Halve the photon energy and the free-carrier part of the dielectric function grows fourfold. This part equals −(plasma energy)²/(photon energy)², so at low enough energy a metal with weak damping has a large negative real part and reflects strongly. For this crystal the squared plasma energy is 58.3 eV² for a field in the plane (xx) and 15.3 eV² for a field along the c axis (zz). The in-plane response is therefore the more negative by a factor near four in the lowest rows.

Dielectric function of Ga2O (space group P-3m1, 6 atoms per cell; xx in the plane, zz along c), computed with Ansatz 0.2.0 using PBEsol and plane-wave PAW, without spin polarisation. It treats independent particles without local fields and includes an undamped Drude term; cutoff 420 eV, optics k mesh 24×24×6, Gaussian broadening 0.1 eV, Fermi-Dirac smearing 0.15 eV.

| photon energy (eV) | dielectric imaginary xx | dielectric imaginary zz | dielectric real xx | dielectric real zz |
| --- | --- | --- | --- | --- |
| 0.1 | 40.7 | 54.6 | -5750 | -1460 |
| 0.3 | 36.3 | 36.3 | -612 | -157 |
| 0.5 | 46.6 | 20.9 | -198 | -54.2 |
| 0.7 | 41.9 | 15.0 | -111 | -25.6 |
| 0.9 | 44.0 | 12.5 | -74.7 | -14.6 |
| 1.1 | 22.9 | 7.62 | -65.2 | -11.1 |
| 1.3 | 11.1 | 2.98 | -46.5 | -4.42 |
| 1.5 | 7.32 | 3.08 | -33.3 | 1.30 |
| 1.7 | 4.98 | 3.78 | -25.4 | 3.51 |
| 1.9 | 3.53 | 3.98 | -19.4 | 5.33 |
| 2.1 | 2.71 | 4.35 | -15 | 7.06 |
| 2.3 | 2.10 | 5.23 | -11.6 | 8.92 |
| 2.5 | 1.72 | 7.21 | -8.77 | 10.7 |
| 2.7 | 1.71 | 11.7 | -6.21 | 11.6 |
| 2.9 | 1.93 | 14.2 | -4.45 | 6.93 |
| 3.1 | 2.30 | 12.8 | -2.57 | 2.90 |
| 3.3 | 3.49 | 11.6 | -1.37 | 3.50 |
| 3.5 | 4.58 | 11.6 | -0.94 | 2.31 |
| 3.7 | 5.42 | 10.6 | -0.99 | 0.72 |
| 3.9 | 6.60 | 8.96 | -2.62 | 0.85 |
| 4.1 | 5.04 | 8.73 | -3.87 | 0.93 |
| 4.3 | 3.58 | 8.02 | -3.42 | 1.31 |
| 4.5 | 2.96 | 7.88 | -2.9 | 1.51 |
| 4.7 | 2.42 | 8.00 | -2.22 | 3.17 |
| 4.9 | 2.22 | 13.2 | -1.71 | 3.17 |
| 5.1 | 2.10 | 10.5 | -1.18 | -3.61 |
| 5.3 | 2.06 | 7.84 | -0.7 | -2.72 |
| 5.5 | 2.27 | 7.81 | -0.3 | -1.58 |
| 5.7 | 2.40 | 7.62 | -0.17 | -2.48 |
| 5.9 | 2.50 | 7.21 | -0.08 | -2.88 |
| 6.1 | 2.60 | 6.01 | -0.03 | -3.51 |
| 6.3 | 2.61 | 5.16 | 0.02 | -2.76 |
| 6.5 | 2.70 | 5.97 | -0.02 | -1.93 |
| 6.7 | 2.59 | 5.82 | -0.12 | -5.03 |
| 6.9 | 2.49 | 3.39 | -0.05 | -4.20 |
| 7.1 | 2.40 | 2.69 | -0.16 | -3.46 |
| 7.3 | 2.05 | 2.41 | 0 | -2.77 |
| 7.5 | 1.97 | 2.31 | 0.44 | -2.57 |
| 7.7 | 2.30 | 2.04 | 0.69 | -2.10 |
| 7.9 | 2.52 | 2.11 | 0.78 | -1.80 |

That factor reflects how fast the carriers move. Both directions share the same electrons at the Fermi level, so theory ascribes the ratio to their mean-square velocities: on average, carriers are about half as fast along c as along any one direction in the plane. The metal itself is a result of PBEsol, which tends to exaggerate the band overlap that supplies these carriers, and no higher level of theory is at hand to test it. The run also allowed no spin polarisation, so a magnetic state may lie lower, and the stability of this structure is not shown.

If free carriers were all, the real part would be the 1 of empty space plus the free-carrier part. It would turn positive only above the plasma energy, 3.9 eV for zz and 7.6 eV for xx, and stay positive from there on. What changes this picture is the bound response, from electrons excited between bands. The interband part quoted below is all that remains without the free carriers, so it includes the 1 of empty space. A transition between bands behaves like a driven oscillator. Below its resonance it follows the field and adds to the real part; above it, it lags behind and subtracts. Hence the real part tends to drop wherever the imaginary part, which measures absorption, has a strong peak.

This rule explains why zz turns positive between 1.3 and 1.5 eV. At 1.5 eV the free carriers have faded to −6.8, while the interband part has risen from +4.6 at 1.3 eV to +8.1. Strong transitions still ahead, which peak near 2.9 eV, hold it up, and the low-energy ones already passed are expected to pull it down less and less. In the plane the low-energy absorption carries more weight: at 0.9 eV the imaginary part is still 44.0, against 12.5 along c. At 1.5 eV the photon has already passed these transitions, and the interband part is −7.4, on the same side as the free carriers.

The result is 18 rows, from 1.5 to 4.9 eV, in which the real part is negative in the plane, as in a metal, and positive along c, as in a dielectric. Such a pair of opposite signs is called hyperbolic. The contrast can be worked out at 2.5 eV, where the two real parts differ by 19.5. Free carriers supply (58.3 − 15.3)/2.5² = 6.9 of it.

The share of the low-energy transitions follows from the Kramers-Kronig relation, which derives the real part from the absorption. For the eight rows up to 1.5 eV one sums E′ × imaginary part/(E′² − 2.5²), with E′ the photon energy of the row, and multiplies by 2/π and the row spacing of 0.2 eV. The difference between the directions is 2.2. The remaining 10.3, more than half of the contrast, belongs to higher transitions, which lift zz far more than xx.

The same sum taken over all rows at zero energy, with the 1 of empty space added, comes within about 2 % of the static interband values of the run. This is only a weak check of the coarse row spacing: the row at 0.1 eV alone gives about two thirds of the zz sum at zero energy, but counts for little at 2.5 eV. The relation is built into the calculation, so the split is an account of the numbers and no test of the physics.

The irregular rows follow the same rule. Real zz drops steeply just after 2.7, 4.9 and 6.5 eV, each time at a peak of the imaginary part. The second drop makes zz negative again, and there free carriers contribute only −0.6 of −3.61. The dip of real xx near 4 eV accompanies its absorption peak at 3.9 eV. Parallel bands may cause these peaks, but there is no band assignment to confirm it. Local fields, which are left out, could shift or weaken them, especially along c.

Real xx hovers around zero from 5.9 to 7.3 eV because two terms nearly cancel. At 6.1 eV the free carriers give −1.57 and the interband part +1.54. A change of a few per cent in either term flips the sign there, so the crossings on either side of 6.3 eV carry no meaning. With an imaginary part of 2.6 at this energy, the near-zero does not mark a sharp plasma resonance either.

For optical modelling of such a crystal, each direction needs its own free-carrier term and its own interband absorption. A constant background equal to the static interband value cannot replace the latter. Along c this value, 107, would put the zz crossing at 0.38 eV, far below where it occurs. Most of that value comes from transitions below 1 eV, and their support is lost once the photon energy has passed them.

Two readings should be avoided. A positive real zz does not mean transparency, since the imaginary part along c lies between about 3 and 14 throughout the 18 rows. Nor is the imaginary part below 1 eV the full infrared absorption: the free carriers are undamped here, so their own loss is missing and has to be added from a measured or assumed scattering rate. The interband values in those rows are also expected to be the most sensitive to k mesh, smearing and broadening, which was not tested here.

The printed output after this text lists the free-carrier and interband parts at the energies discussed.

Numerical output:

```
squared plasma energy, ratio xx to zz: 3.825
root-mean-square Fermi velocity, ratio xx to zz: 1.956
static interband real part xx from coarse Kramers-Kronig sum (run gives 103.0): 101.4
static interband real part zz from coarse Kramers-Kronig sum (run gives 107.1): 104.8
part of the static zz sum from rows below 1 eV: 94.74
zz crossing in eV if the static interband value 107.1 held at all energies: 0.3774
Drude part and interband part of real zz at 1.3 eV: -9.024, 4.604
Drude part and interband part of real zz at 1.5 eV: -6.778, 8.078
Drude part and interband part of real xx at 1.5 eV: -25.93, -7.373
real part zz less xx at 2.5 eV: 19.47
of this, from the Drude parts: 6.893
of this, from transitions below 1.6 eV (estimate): 2.246
of this, from transitions above 1.6 eV (estimate): 10.33
interband real xx at 0.5 and 1.1 eV: 35.34, -16.99
interband real xx at 3.3 and 4.1 eV: 3.987, -0.3997
interband real zz at 2.7 and 3.1 eV: 13.69, 4.487
interband real zz at 4.9 and 5.1 eV: 3.805, -3.024
interband real zz at 6.5 and 6.7 eV: -1.569, -4.69
Drude part of real zz at 5.1 eV: -0.5863
Drude part and interband part of real xx at 6.1 eV: -1.568, 1.538
number of rows with real xx negative and real zz positive: 18
```
